**Density of states of rocksalt BiTe: counting p states and predicting the highest rows**

The table holds the Kohn-Sham density of states of rocksalt BiTe, total and projected on the Te 5p, Bi 6p, Te 5s and Bi 6s shells, from a scalar-relativistic, non-spin-polarised PBEsol plane-wave PAW calculation. The program counts states in the bonding and antibonding p groups and fits a free-mass square-root band, with only the onset adjustable, to the unprojected part of the known rows above 2 eV. It then predicts the rows at 4.45, 4.85 and 5.25 eV with asymmetric ranges, using a geometric decay for the p columns and a free-electron gas as the upper scale. The counts give 5.79 states below the gap, 1.02 between gap and Fermi level and 6.84 from the gap up to 4.25 eV, and the fitted onset is 2.03 eV with an rms residual of 0.067. All withheld values fall inside their partly wide ranges; the largest miss is +0.23 states/eV/cell in the total at 4.45 eV, and the p weight ends more abruptly than the geometric decay.

Density of states of rocksalt BiTe (cubic a = 6.502 Å, 2 atoms in the primitive cell), from Ansatz 0.2.0 with scalar-relativistic PBEsol, plane-wave PAW, no spin polarisation, cutoff 420 eV, k mesh 12×12×12 and Gaussian smearing of 0.1 eV. Energies count from the Fermi level. Values are tetrahedron averages over 0.2 eV bins, every second bin listed; shell columns are Löwdin projections.

## Analysis program

```python
# Table: Kohn-Sham DOS of rocksalt BiTe (Ansatz 0.2.0, PAW, PBEsol, scalar-relativistic),
# total and Loewdin shells, states/eV/cell. Tested: p-state counting and a free-mass band
# for the unprojected part, used to predict the withheld rows.
T = {
    'energy': [-7.95, -7.55, -7.15, -6.75, -6.35, -5.95, -5.55, -5.15, -4.75, -4.35, -3.95, -3.55, -3.15, -2.75, -2.35, -1.95, -1.55, -1.15, -0.75, -0.35, 0.05, 0.45, 0.85, 1.25, 1.65, 2.05, 2.45, 2.85, 3.25, 3.65, 4.05, 4.45, 4.85, 5.25],  # eV
    'density_of_states_total': [0.0, 0.0, 0.0, 0.0, 0.0, 0.0, 0.09, 0.57, 0.88, 1.21, 1.8, 1.92, 1.9, 1.9, 1.79, 2.05, 0.37, 0.0, 0.05, 1.93, 1.5, 1.25, 1.2, 1.19, 1.24, 1.48, 1.77, 1.61, 1.5, 1.3, 1.07, 1.18, 0.88, 0.85],  # states/eV/cell
    'dos_Te_5p': [0.0, 0.0, 0.0, 0.0, 0.0, 0.0, 0.05, 0.3, 0.47, 0.66, 1.03, 1.12, 1.16, 1.22, 1.25, 1.62, 0.33, 0.0, 0.0, 0.16, 0.28, 0.33, 0.37, 0.4, 0.44, 0.53, 0.55, 0.53, 0.46, 0.32, 0.18, 0.12, 0.02, 0.0],  # states/eV/cell
    'dos_Bi_6p': [0.0, 0.0, 0.0, 0.0, 0.0, 0.0, 0.04, 0.26, 0.39, 0.51, 0.73, 0.73, 0.67, 0.59, 0.45, 0.28, 0.02, 0.0, 0.04, 1.58, 1.1, 0.83, 0.74, 0.71, 0.72, 0.85, 0.79, 0.7, 0.61, 0.41, 0.22, 0.15, 0.02, 0.01],  # states/eV/cell
    'dos_Te_5s': [0.0, 0.0, 0.0, 0.0, 0.0, 0.0, 0.0, 0.0, 0.01, 0.01, 0.02, 0.02, 0.03, 0.03, 0.03, 0.02, 0.0, 0.0, 0.01, 0.13, 0.07, 0.05, 0.04, 0.03, 0.02, 0.02, 0.01, 0.01, 0.0, 0.0, 0.0, 0.0, 0.0, 0.0],  # states/eV/cell
    'dos_Bi_6s': [0.0, 0.0, 0.0, 0.0, 0.0, 0.0, 0.0, 0.0, 0.01, 0.01, 0.02, 0.03, 0.04, 0.05, 0.06, 0.1, 0.03, 0.0, 0.0, 0.01, 0.01, 0.02, 0.01, 0.01, 0.01, 0.01, 0.01, 0.0, 0.0, 0.0, 0.0, 0.0, 0.0, 0.0],  # states/eV/cell
}
HELD = [31, 32, 33]  # rows withheld from the fit
import numpy as np
from scipy import constants as c
keys = ['energy', 'density_of_states_total', 'dos_Te_5p', 'dos_Bi_6p', 'dos_Te_5s', 'dos_Bi_6s']
E, g, te, bi, ts, bs = (np.array(T[k], float) for k in keys)
K = np.array([i not in HELD for i in range(len(E))])
u = g - te - bi - ts - bs
V, N = 2 * 34.37, 11   # cell volume in A^3 from the caption; s+p valence electrons
h = c.hbar**2 / (2 * c.m_e * c.e) * 1e20
C = V / (2 * np.pi**2) / h**1.5
EF = h * (3 * np.pi**2 * N / V)**(2 / 3)
d = E[1] - E[0]
lo, up = K & (E < -1.2), K & (E > -1.0)
S = lambda y, m: y[m].sum() * d
i0 = int(np.argmin(abs(E))); L = np.where(K)[0][-1]; top = E[L] + d / 2
n1 = S(g, up & (E < 0)) + g[i0] * (d / 2 - E[i0])
print(f"states below gap {S(g,lo):.2f} (count 6); gap to Fermi level {n1:.2f} (count 1)")
print(f"states from gap to {top:.2f} eV {S(g,up):.2f}, excess over 6: {S(g,up)-6:.2f}")
for n, y in (("Te 5p", te), ("Bi 6p", bi)):
    print(f"{n}: lower {S(y,lo):.2f}, upper {S(y,up):.2f}, left of 6: {6-S(y,K):.2f}, centre {(E[K]*y[K]).sum()/y[K].sum():.2f} eV")
sl, su = S(bi, lo) / S(te + bi, lo), S(bi, up) / S(te + bi, up)
print(f"Bi share of p weight: lower {100*sl:.0f} %, upper {100*su:.0f} %; Bi 6p of total at {E[i0-1]:.2f} eV {100*bi[i0-1]/g[i0-1]:.0f} %")
print(f"DOS-weighted centres: lower {S(E*g,lo)/S(g,lo):.2f} eV, upper so far {S(E*g,up)/S(g,up):.2f} eV")
m0 = K & (E > 0) & (E < 2)
print(f"unprojected part 0 to 2 eV: {u[m0].min():.2f} to {u[m0].max():.2f}; rounding up to 0.025")
f = K & (E > 2)
par = lambda x, e0: C * np.sqrt(np.clip(x - e0, 0, None))
grid = np.arange(1.0, 2.6, 0.001)
E0 = grid[np.argmin([((u[f] - par(E[f], e))**2).sum() for e in grid])]
res = u[f] - par(E[f], E0); rms = np.sqrt((res**2).sum() / (f.sum() - 1))
print(f"free-mass band: prefactor {C:.3f} /eV^1.5, fitted onset {E0:.2f} eV, rms {rms:.3f}")
for x, a, r, s in zip(E[f], u[f], res, ((te + bi)[f] / g[f])):
    print(f"  {x:.2f} eV: unprojected {a:.2f}, model {a-r:.2f}, residual {r:+.2f}, p share {100*s:.0f} %")
print(f"worst row {E[f][np.argmax(abs(res))]:.2f} eV; unprojected states above 2 eV {S(u,f):.2f}")
f4 = np.where(K)[0][-4:]; f3 = f4[1:]
pl = np.polyfit(E[f4], u[f4], 1)
print(f"straight line, last 4 known rows: slope {pl[0]:.2f} /eV^2")
nf = N * ((EF + top) / EF)**1.5; na = 4 + S(g, K)
print(f"free gas: Fermi energy {EF:.2f} eV; states to {top:.2f} eV {nf:.1f}, table plus 4 s states {na:.1f}, lag {nf-na:.1f}")
print(f"last ratios: Te 5p {te[L]/te[L-1]:.2f}, Bi 6p {bi[L]/bi[L-1]:.2f}; last step of total {g[L]-g[L-1]:+.2f}")
assert 5.5 < S(g, lo) < 6.5 and 0.8 < n1 < 1.2
assert S(g, up) > 6.3
assert sl < 0.5 < su
assert np.all(np.diff(te[f3]) < 0) and np.all(np.diff(bi[f3]) < 0) and np.all(np.diff(u[f4]) > 0)
def show(n, p, a, b, y):
    ok = "inside" if a - 0.005 <= y <= b + 0.005 else "OUTSIDE"
    print(f"  {n}: predicted {p:.2f} ({a:.2f} to {b:.2f}), computed {y:.2f}, miss {y-p:+.2f}, {ok}")
print("withheld rows, states/eV/cell, miss = computed - predicted")
for k, i in enumerate(sorted(HELD), 1):
    P = [(y[L] * (y[L] / y[L-1])**(i - L), max(np.polyval(np.polyfit(E[f3], y[f3], 1), E[i]), 0.0), y[L]) for y in (te, bi)]
    pu = float(par(E[i], E0)); pp = P[0][0] + P[1][0]; env = C * np.sqrt(EF + E[i])
    hi = pu + pp + (env - pu - pp) * k / len(HELD)
    ln = np.polyval(pl, E[i])
    print(f"{E[i]:.2f} eV: free-gas level {env:.2f}; step of total {g[i]-g[i-1]:+.2f}")
    show("total", pu + pp, pu - 2 * rms + P[0][1] + P[1][1], hi, g[i])
    show("Te 5p", *P[0], te[i])
    show("Bi 6p", *P[1], bi[i])
    show("unprojected", pu, pu - 2 * rms, hi - pp, u[i])
    show("s shells", 0.0, 0.0, 0.02, ts[i] + bs[i])
    print(f"  line for unprojected {ln:.2f}, miss {u[i]-ln:+.2f}; unprojected share {100*u[i]/max(g[i],1e-9):.0f} %; Bi-Te p {bi[i]-te[i]:+.2f}")
```

It prints:

```
states below gap 5.79 (count 6); gap to Fermi level 1.02 (count 1)
states from gap to 4.25 eV 6.84, excess over 6: 0.84
Te 5p: lower 3.68, upper 1.82, left of 6: 0.50, centre -1.42 eV
Bi 6p: lower 1.87, upper 3.72, left of 6: 0.41, centre -0.28 eV
Bi share of p weight: lower 34 %, upper 67 %; Bi 6p of total at -0.35 eV 82 %
DOS-weighted centres: lower -3.23 eV, upper so far 1.78 eV
unprojected part 0 to 2 eV: 0.02 to 0.05; rounding up to 0.025
free-mass band: prefactor 0.468 /eV^1.5, fitted onset 2.03 eV, rms 0.067
  2.05 eV: unprojected 0.07, model 0.07, residual -0.00, p share 93 %
  2.45 eV: unprojected 0.41, model 0.30, residual +0.11, p share 76 %
  2.85 eV: unprojected 0.37, model 0.42, residual -0.05, p share 76 %
  3.25 eV: unprojected 0.43, model 0.52, residual -0.09, p share 71 %
  3.65 eV: unprojected 0.57, model 0.60, residual -0.03, p share 56 %
  4.05 eV: unprojected 0.67, model 0.67, residual +0.00, p share 37 %
worst row 2.45 eV; unprojected states above 2 eV 1.01
straight line, last 4 known rows: slope 0.26 /eV^2
free gas: Fermi energy 10.75 eV; states to 4.25 eV 18.1, table plus 4 s states 16.6, lag 1.5
last ratios: Te 5p 0.56, Bi 6p 0.54; last step of total -0.23
withheld rows, states/eV/cell, miss = computed - predicted
4.45 eV: free-gas level 1.83; step of total +0.11
  total: predicted 0.95 (0.66 to 1.24), computed 1.18, miss +0.23, inside
  Te 5p: predicted 0.10 (0.04 to 0.18), computed 0.12, miss +0.02, inside
  Bi 6p: predicted 0.12 (0.02 to 0.22), computed 0.15, miss +0.03, inside
  unprojected: predicted 0.73 (0.59 to 1.02), computed 0.91, miss +0.18, inside
  s shells: predicted 0.00 (0.00 to 0.02), computed 0.00, miss +0.00, inside
  line for unprojected 0.77, miss +0.14; unprojected share 77 %; Bi-Te p +0.03
4.85 eV: free-gas level 1.85; step of total -0.30
  total: predicted 0.91 (0.65 to 1.54), computed 0.88, miss -0.03, inside
  Te 5p: predicted 0.06 (0.00 to 0.18), computed 0.02, miss -0.04, inside
  Bi 6p: predicted 0.06 (0.00 to 0.22), computed 0.02, miss -0.04, inside
  unprojected: predicted 0.79 (0.65 to 1.41), computed 0.84, miss +0.05, inside
  s shells: predicted 0.00 (0.00 to 0.02), computed 0.00, miss +0.00, inside
  line for unprojected 0.87, miss -0.03; unprojected share 95 %; Bi-Te p +0.00
5.25 eV: free-gas level 1.87; step of total -0.03
  total: predicted 0.91 (0.71 to 1.87), computed 0.85, miss -0.06, inside
  Te 5p: predicted 0.03 (0.00 to 0.18), computed 0.00, miss -0.03, inside
  Bi 6p: predicted 0.03 (0.00 to 0.22), computed 0.01, miss -0.02, inside
  unprojected: predicted 0.84 (0.71 to 1.81), computed 0.84, miss -0.00, inside
  s shells: predicted 0.00 (0.00 to 0.02), computed 0.00, miss +0.00, inside
  line for unprojected 0.98, miss -0.14; unprojected share 99 %; Bi-Te p +0.01
```
